## Premises

I want the specific contact resistivity $\rho_c$ (Ω cm²) from the two-terminal resistance of metal dots of diameter $d=2a$ and area $A=\pi a^2$ on a wafer of thickness $t$. The depth $z$ runs from the top face ($z=0$) to the back ($z=t$), and $\tau=t/a$. I assume:

1. The wafer is ohmic, uniform, isotropic with resistivity $\rho$, and laterally unbounded.
2. The interface is a linear sheet, $V_M-V(r,0)=\rho_c J(r)$, with uniform $\rho_c$.
3. The dot metal is an equipotential at $V_M$. No current crosses the bare surface.
4. The back is fully metallised and, for now, ideal: $V(r,t)=0$.

## The bulk problem

From $\mathbf J=-\nabla V/\rho$ and $\nabla\cdot\mathbf J=0$ follows $\nabla^2V=0$. The axisymmetric solutions that vanish at $z=t$ are $J_0(kr)\sinh k(t-z)$. I write the injected current density as $J(r)=\int_0^\infty j(k)J_0(kr)\,k\,dk$ and match $-\partial_zV/\rho$ at $z=0$ mode by mode:

$$V(r,z)=\rho\int_0^\infty j(k)\,\frac{\sinh k(t-z)}{\cosh kt}\,J_0(kr)\,dk .$$

The bulk dissipation is $\int V(r,0)J\,dA$. Since $\int_0^\infty J(r)J_0(kr)\,r\,dr=j(k)$, dividing by $I^2$ gives

$$R_{\rm bulk}[J]=\frac{2\pi\rho}{I^2}\int_0^\infty j(k)^2\tanh(kt)\,dk. \tag{1}$$

The spreading resistance therefore depends on how the current is distributed over the dot.

## Equipotential disc and the arctangent

Take $\rho_c=0$ and $t\to\infty$. Define $\zeta\ge0$ by $r^2/(1+\zeta^2)+z^2/\zeta^2=a^2$. Surfaces of constant $\zeta$ are confocal oblate spheroids, $\zeta=0$ is the disc, and on the axis $\zeta=z/a$. For a function of $\zeta$ alone Laplace's equation reads $\frac{d}{d\zeta}[(1+\zeta^2)V']=0$, so

$$V=V_M\left(1-\tfrac{2}{\pi}\arctan\zeta\right).$$

The spheroids meet the bare surface at right angles, so no current crosses it. Near the disc $\zeta\simeq z/\sqrt{a^2-r^2}$, hence $J=2V_M/(\pi\rho\sqrt{a^2-r^2})$ and $I=4aV_M/\rho$. The resistance is $R_\infty=\rho/4a=\rho/2d$.

If the back electrode were the spheroid that cuts the axis at depth $z_0$, the resistance would be exactly the drop down to it, $(\rho/2\pi a)\arctan(z_0/a)$. A wafer has a plane back. For $t\ll a$ the current runs straight down and $R\to\rho t/\pi a^2$. The choice $z_0=t$ gives half of that, because the central current density $I/2\pi a^2$ is half the mean. The choice $z_0=2t$ gives the right thin limit and leaves the thick limit unchanged:

$$R_{CS}=\frac{\rho}{2\pi a}\arctan\frac{2t}{a}=\frac{\rho}{\pi d}\arctan\frac{4t}{d}. \tag{2}$$

It tends to $\rho/2d$ for $t\gg d$ and to $4\rho t/\pi d^2$ for $t\ll d$. This is the form of Cox and Strack (1967). The step $z_0=2t$ is a matching of limits, so (2) is an interpolation and does not solve the slab problem.

## Adding the interface: two bounds

Let $\mathbf J_0$ be the true current and $\delta\mathbf J$ any divergence-free change that enters only through the dot and carries no net current. The cross term in the total dissipation is $2\left[-\int\nabla V\cdot\delta\mathbf J\,d^3r+\int\rho_cJ_0\,\delta J\,dA\right]$. Integrating by parts turns the first piece into $\int V(r,0)\,\delta J\,dA$. By premise 2 the bracket is $V_M\int\delta J\,dA=0$. The quadratic term is positive, so (Thomson's principle)

$$R=\min_J\left\{\frac{\rho_c}{I^2}\int J^2dA+R_{\rm bulk}[J]\right\}.$$

The first term is at least $\rho_c/A$ (Cauchy–Schwarz, equality for uniform $J$). The second is at least $R_{eq}$, the value for an equipotential disc on the slab. The uniform trial current gives an upper bound, with bulk part $R_U$:

$$\frac{\rho_c}{A}+R_{eq}\;\le\;R\;\le\;\frac{\rho_c}{A}+R_U. \tag{3}$$

The series form "spreading plus $\rho_c/A$" holds up to this bracket. The two terms prefer different current patterns, so it is not exact.

**Uniform current.** Here $j=IJ_1(ka)/\pi ak$, and with $x=ka$

$$R_U=\frac{2\rho}{\pi a}\int_0^\infty\frac{J_1(x)^2}{x^2}\tanh(\tau x)\,dx .$$

For large $\tau$ I write $\tanh=1-(1-\tanh)$, use $\int_0^\infty J_1^2x^{-2}dx=4/3\pi$, set $J_1^2/x^2\to1/4$ in the remainder, and use $\int_0^\infty(1-\tanh y)\,dy=\ln2$:

$$R_U/R_\infty=\frac{32}{3\pi^2}-\frac{2\ln 2}{\pi\tau}+O(\tau^{-3})=1.0808-\frac{0.441}{\tau}+\dots$$

For small $\tau$ I insert $\tanh y=\sum_{n\ge0}2y/(y^2+\lambda_n^2)$ with $\lambda_n=(n+\tfrac12)\pi$, and use $\int_0^\infty xJ_1^2/(x^2+b^2)\,dx=I_1(b)K_1(b)$, $\int_0^\infty J_1^2x^{-1}dx=\tfrac12$ and $\sum\lambda_n^{-2}=\tfrac12$:

$$R_U=\frac{\rho t}{\pi a^2}\Big[1-4\sum_{n\ge0}\frac{I_1(\lambda_n/\tau)K_1(\lambda_n/\tau)}{\lambda_n^2}\Big].$$

With $I_1K_1\simeq1/2b$ and $\sum\lambda_n^{-3}=7\zeta_R(3)/\pi^3$ ($\zeta_R$ is the Riemann function), the bracket is $1-0.543\,\tau+\dots$

**Equipotential disc on a thick slab.** The half-space current has $j=I\sin(ka)/2\pi ak$, and (1) gives

$$R_S=\frac{\rho}{2\pi a}\int_0^\infty\frac{\sin^2x}{x^2}\tanh(\tau x)\,dx,\qquad R_S/R_\infty=1-\frac{0.441}{\tau}+O(\tau^{-3}).$$

As a trial value $R_S\ge R_{eq}$. The leading correction comes from the pattern $P_2(u)/u$ with $u=\sqrt{1-r^2/a^2}$, which has no net current and a transform proportional to the spherical Bessel function $j_2(x)$. It is orthogonal to $j_0=\sin x/x$ on the half-space, with $\int_0^\infty j_2^2dx=\pi/10$. On the slab the coupling is $\int j_0j_2(1-\tanh\tau x)\,dx\simeq\frac{1}{15}\cdot\frac{3\zeta_R(3)}{8}\tau^{-3}$. Its square, divided by $\pi/10$ and by $\int_0^\infty j_0^2dx=\pi/2$, is a relative lowering of $0.0018\,\tau^{-6}$. For $\tau>3$ I set $R_{eq}=R_S$.

**Where (2) sits.** For large $\tau$, $R_{CS}/R_\infty=1-1/\pi\tau=1-0.318/\tau$, slightly above $R_{eq}$ and below $R_U$. For small $\tau$, $R_{CS}=(\rho t/\pi a^2)(1-4\tau^2/3+\dots)$ lacks the linear fringing term and lies above the upper bound. The crossing is between $\tau=1$ and $2$. At $\tau=1/2$, $R_{CS}=0.125\,\rho/a$ against $R_U=0.118\,\rho/a$, so (2) is too high there by at least 6 %.

**Position inside the bracket.** This is set by $\Lambda=\rho_c/\rho a$. I try $J=(I/A)[1+\beta(2r^2/a^2-1)]$. The added polynomial has zero mean, mean square $1/3$, and turns $J_1$ into $J_1-\beta J_3$ in the transform. With the half-space integrals $\int J_1J_3x^{-2}dx=4/45\pi$ and $\int J_3^2x^{-2}dx=4/35\pi$, the resistance changes by $R_\infty(-2B\beta+C\beta^2)$, where

$$B=\frac{32}{45\pi^2}=0.0721,\qquad C=\frac{32}{35\pi^2}+\frac{4\Lambda}{3\pi}=0.0926+0.424\,\Lambda .$$

The minimum is at $\beta=B/C$, and the effective spreading term is $R^*=R_U-R_\infty B^2/C$. When $\Lambda\gtrsim1$ the interface forces a nearly uniform current and $R^*$ is close to $R_U$, about 8 % of $R_\infty$ above the equipotential value on which the thick limit of (2) is built.

## The back contact and $R_0$

Give the back contact a resistivity $\rho_b$, so that $V(r,t)=\rho_bJ_z$, and let $L_b=\rho_b/\rho$. The modes become $\sinh k(t-z)+kL_b\cosh k(t-z)$, and in (1)

$$\tanh kt\;\to\;\frac{\tanh kt+kL_b}{1+kL_b\tanh kt}=\tanh kt+\frac{kL_b}{\cosh^2kt}+O(L_b^2).$$

For uniform injection the added resistance is $(2\rho_b/\pi a^2)\int J_1(ka)^2k^{-1}\cosh^{-2}(kt)\,dk$. If $a\ll t$, then $J_1^2\simeq k^2a^2/4$ and $\int_0^\infty y\cosh^{-2}y\,dy=\ln 2$ give $\rho_b\ln2/2\pi t^2$, independent of $d$. This term, the probes and the leads make up $R_0$. If $a\gg t$, the cosh factor tends to one and the term is $\rho_b/A$, which cannot be told from the front contact.

## The method

Collecting terms,

$$R(d)=\frac{\rho}{\pi d}\arctan\frac{4t}{d}+\frac{4\rho_c}{\pi d^2}+R_0. \tag{4}$$

With $\rho$ and $t$ known independently, I plot $R-R_{CS}$ against $1/A=4/\pi d^2$. The slope is $\rho_c$ and the intercept is $R_0$. On a thick wafer the three terms scale as $1/d$, $1/d^2$ and $1$. On a thin layer the first two both scale as $1/d^2$, the raw slope is $\rho t+\rho_c+\rho_b$, and the result rests wholly on the outside knowledge of $\rho t$ and $\rho_b$.

## Range of validity

- **Resolution.** For large $\tau$ the bracket (3) has width $(32/3\pi^2-1)\rho/4a$. Times the area, this is $0.063\,\rho a$, or $0.063/\Lambda$ relative to $\rho_c$. Equation (4) needs $\Lambda\gtrsim1$ on the smallest dots.
- **Thickness.** $\tau\gtrsim2$ keeps (2) inside the bracket and the back term nearly constant.
- **Edges.** The poles of $\tanh kt$ make the surface potential decay as $e^{-\pi r/2t}$, which is $0.009$ at $r=3t$. Dots should sit a few $t$ from the wafer edge.
- **Interface.** The depletion layer must be thin against $a$, and the current low enough for a linear characteristic without self-heating. A doped surface layer that extends beyond the dot breaks premise 1.
- **Anisotropy.** With $\rho_z$ along the normal and $\rho_\parallel$ in the plane, the scaling $z\to z\sqrt{\rho_z/\rho_\parallel}$ restores Laplace's equation, with $\rho\to\sqrt{\rho_z\rho_\parallel}$ and $t\to t\sqrt{\rho_z/\rho_\parallel}$. If $\rho_z$ exceeds an in-plane value by 10 %, the effective $\rho$ rises by 5 %. Monoclinic β-Ga₂O₃ has a lower symmetry still, and I neglect that.
- **Metal.** With sheet resistance $R_{sh}$ and a central probe of radius $r_p=pa$, the film carries $I(1-r^2/a^2)$ at radius $r$ for uniform $J$. Its dissipation adds $R_m=(R_{sh}/2\pi)\left[\ln(1/p)-(1-p^2)+(1-p^4)/4\right]$, which grows with $d$.

## Illustration: Ti/Au on bulk Sn-doped β-Ga₂O₃

The inputs are assumed typical values: $n=5\times10^{18}$ cm⁻³, $\rho=0.020$ Ω cm (implied mobility $1/qn\rho=62$ cm²/V s), $t=650$ µm, and $\rho_c=\rho_b=1.0\times10^{-4}$ Ω cm², so $\rho_c/\rho=50$ µm. With the compiled static dielectric constant 10.2 along $a^*$ (Gopalan 2020) and an assumed band bending $V_b=1$ V, the depletion width $\sqrt{2\varepsilon V_b/qn}$ is 15 nm, negligible against the dots. The back contact adds 2.6 mΩ to $R_0$. Resistances are in Ω, and the last column is formed before rounding.

| $d$ (µm) | $\tau$ | $\Lambda$ | $\rho_c/A$ | $R_{eq}$ | $R_{CS}$ | $R^*$ | $R_U$ | $R^*-R_{CS}$ |
|---|---|---|---|---|---|---|---|---|
| 50 | 26 | 2 | 5.093 | 1.966 | 1.976 | 2.117 | 2.128 | 0.141 |
| 100 | 13 | 1 | 1.273 | 0.966 | 0.976 | 1.037 | 1.047 | 0.061 |
| 200 | 6.5 | 0.5 | 0.318 | 0.466 | 0.476 | 0.498 | 0.507 | 0.022 |
| 400 | 3.25 | 0.25 | 0.080 | 0.217 | 0.226 | 0.230 | 0.237 | 0.005 |

To test $R^*$ I extended the trial current to eight radial Zernike polynomials. Their transforms are $(-1)^mJ_{2m+1}(x)/x$, and the half-space quadratic form in units of $R_\infty$ is

$$M_{mn}=\frac{32}{\pi^2\,[1-4(m-n)^2]\,(2m+2n+1)(2m+2n+3)}+\frac{4\Lambda\,\delta_{mn}}{\pi(2m+1)},$$

with minimum $1/(M^{-1})_{00}$. This lowers $R^*$ by less than 1 mΩ for the smallest and the largest dot.

I take $R^*+\rho_c/A+R_0$ as the resistance, subtract $R_{CS}$, and fit an unweighted straight line against $1/A$. The last column contributes a slope of $+2.6\times10^{-6}$ Ω cm² and an intercept of 14 mΩ. The bracket width for the 50 µm dot, $0.063\,\rho a=3.2\times10^{-6}$ Ω cm², is of the same size. Two neglected terms compete with this bias. The column $R_{CS}$ alone has a fitted slope of $3.3\times10^{-5}$ Ω cm², so a $\rho$ taken 10 % too high lowers the extracted value by $3.3\times10^{-6}$ Ω cm². A 200 nm Au film with a typical resistivity of 2.4 µΩ cm has $R_{sh}=0.12$ Ω/sq. With $r_p=5$ µm, $R_m$ runs from 17 mΩ on the smallest dot to 56 mΩ on the largest and shifts the slope by $-6.4\times10^{-7}$ Ω cm².

With exact $\rho$ and ideal metal, the model returns $\rho_c=1.03\times10^{-4}$ Ω cm² for an input of $1.0\times10^{-4}$ Ω cm². This number is the model's. I chose the input inside the typical range for annealed Ti/Au at this doping, roughly $10^{-5}$ to $10^{-3}$ Ω cm². The systematic terms above are each a few $10^{-6}$ Ω cm² or less, which is a few per cent here. At $\rho_c=10^{-5}$ Ω cm² the smallest dot has $\Lambda=0.2$, the bracket and the 10 % uncertainty in $\rho$ are each about a third of the result, and smaller dots are required.